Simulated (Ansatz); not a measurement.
## Redistribution: C2H3ClF2 + C2F3I → C2H3F2I + C2ClF3

Species: C2H3ClF2 `FCC(F)Cl`, singlet; C2F3I (trifluoroiodoethylene) `FC(F)=C(F)I`, singlet; C2H3F2I `FCC(F)I`, singlet; C2ClF3 `FC(F)=C(F)Cl`, singlet. The partners trade Cl for I; both sit on C, so the bond types are kept.

Shapes, held fixed at every level: PBE0-D4/def2-TZVP. Flexible molecules stand in one conformer, not always the lowest. Programs: Ansatz 0.2.0. The zero-point and thermal change to 298 K, harmonic and unscaled (PBE0-D4/def2-TZVP), is -0.3 kJ/mol.

```csv
level,kind,ΔH(298 K) (kJ/mol),less CCSD(T)/def2-TZVPP
HF/def2-TZVPP,Hartree–Fock,+10.6,+3.5
PBE-D4/def2-TZVPP,GGA,+1.7,-5.4
r2SCAN-D4/def2-TZVPP,meta-GGA,+2.9,-4.2
PBE0-D4/def2-TZVPP,global hybrid,+3.7,-3.4
wB97M-V/def2-TZVPP,range-separated hybrid,+7.3,+0.2
wB97X-V/def2-TZVPP,range-separated hybrid,+7.7,+0.6
B2PLYP/def2-TZVPP,double hybrid,+5.9,-1.2
CCSD(T)/def2-TZVPP,coupled cluster or CI,+7.1,0.0
```

The highest level, CCSD(T)/def2-TZVPP, gives ΔH(298 K) = +7.1 kJ/mol; the levels span +1.7 to +10.6. The column of differences is taken from that level and isn't an error. No measured value is set beside it here. For atoms past krypton def2 sets carry core potentials with scalar relativity. Outer-core shells of I are correlated in most correlated rows, in sets that cover them unevenly.

Exchanging chlorine for iodine between these two carbon frameworks is mildly endothermic at every level, so the reactant pairing, with chlorine on the saturated carbon and iodine on the trifluorovinyl group, is favoured in enthalpy. The thermal term of -0.3 kJ/mol is minor, which makes the preference essentially electronic. It probably reflects bond polarity: the more electronegative chlorine gains more from the less electron-poor fluoroalkyl carbon, while iodine loses less on the strongly electron-withdrawing trifluorovinyl group. Chlorine's better π donation into the double bond should pull the other way, and this suggests that it is outweighed here.

The sign is secure across the methods, but the size is not: PBE gives +1.7 kJ/mol against +7.1 for CCSD(T), while Hartree–Fock overshoots. The rise from PBE through PBE0 to the range-separated hybrids may reflect how exchange balances halogen lone-pair delocalisation in the two frameworks. Because only a difference between two exchanges is obtained, the result doesn't show how strong any individual carbon–halogen bond is.
